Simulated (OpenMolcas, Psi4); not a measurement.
CH7BGe (SMILES C[BH][GeH3]): methods side by side

CH7BGe has 10 atoms, charge 0, and is taken as a singlet. SMILES: `C[BH][GeH3]`. The coordinates come from a PBE0-D4/def2-TZVP relaxation.

| atom | x (Å) | y (Å) | z (Å) |
| --- | --- | --- | --- |
| C | -1.2113 | 0.8480 | -0.5797 |
| B | -0.0139 | -0.1230 | -0.7197 |
| Ge | 1.1113 | -0.7846 | 0.8816 |
| H | -1.9726 | 0.7485 | -1.3570 |
| H | -0.7473 | 1.8373 | -0.7496 |
| H | -1.6771 | 0.8987 | 0.4058 |
| H | 0.3260 | -0.4817 | -1.8130 |
| H | 0.9184 | -2.3074 | 1.0483 |
| H | 0.7292 | -0.1289 | 2.2240 |
| H | 2.6205 | -0.5583 | 0.6621 |

Quantity: the HOMO–LUMO gap, in eV. The values are calculated.

| level | kind | program | value (eV) | CPU time |
| --- | --- | --- | --- | --- |
| SVWN5/def2-SVP | LDA | OpenMolcas | 3.78 | 37 s |
| BLYP/def2-SVP | GGA | OpenMolcas | 4.00 | 45 s |
| PBE/def2-SVP | GGA | OpenMolcas | 3.94 | 46 s |
| TPSS/def2-SVP | meta-GGA | OpenMolcas | 4.27 | 57 s |
| r2SCAN-D4/def2-SVP (density fitting) | meta-GGA | Psi4 | 4.55 | 25 s |
| B3LYP/def2-SVP | global hybrid | OpenMolcas | 5.73 | 47 s |
| BHLYP/def2-SVP | global hybrid | OpenMolcas | 8.32 | 47 s |
| M06-2X/def2-SVP | hybrid meta-GGA | OpenMolcas | 8.12 | 64 s |

All-electron rows without a relativistic Hamiltonian named are non-relativistic. The values span 3.78 to 8.32 eV. Orbital gaps aren't excitation energies; they tend to grow with the share of exact exchange. CPU times are rough (shared hosts, several kinds of processor): they show what a rung costs within a factor of a few.

The gap depends far more on the treatment of exchange than on the choice among semilocal functionals. LDA and the GGAs lie between 3.78 and 4.00 eV, and both meta-GGAs lie above them, as expected when the kinetic-energy density makes the potential orbital-dependent. The large step comes with the hybrids: nonlocal exchange pulls occupied levels down, while empty levels get much less of this stabilisation. The exchange fraction alone does not fix the order, however, since M06-2X contains slightly more exact exchange than BHLYP yet gives the smaller gap, 8.12 against 8.32 eV.

Chemically, the frontier orbitals are probably the B–Ge σ bond, raised by the electropositive germanium, and the empty boron p orbital, which hyperconjugation with the methyl and germyl groups pushes up somewhat. This suggests a σ→p gap and Lewis acidity centred on boron, though the gap by itself measures neither. Without an ionisation energy and electron affinity for comparison, the spread doesn't show which functional comes closest to the fundamental gap.
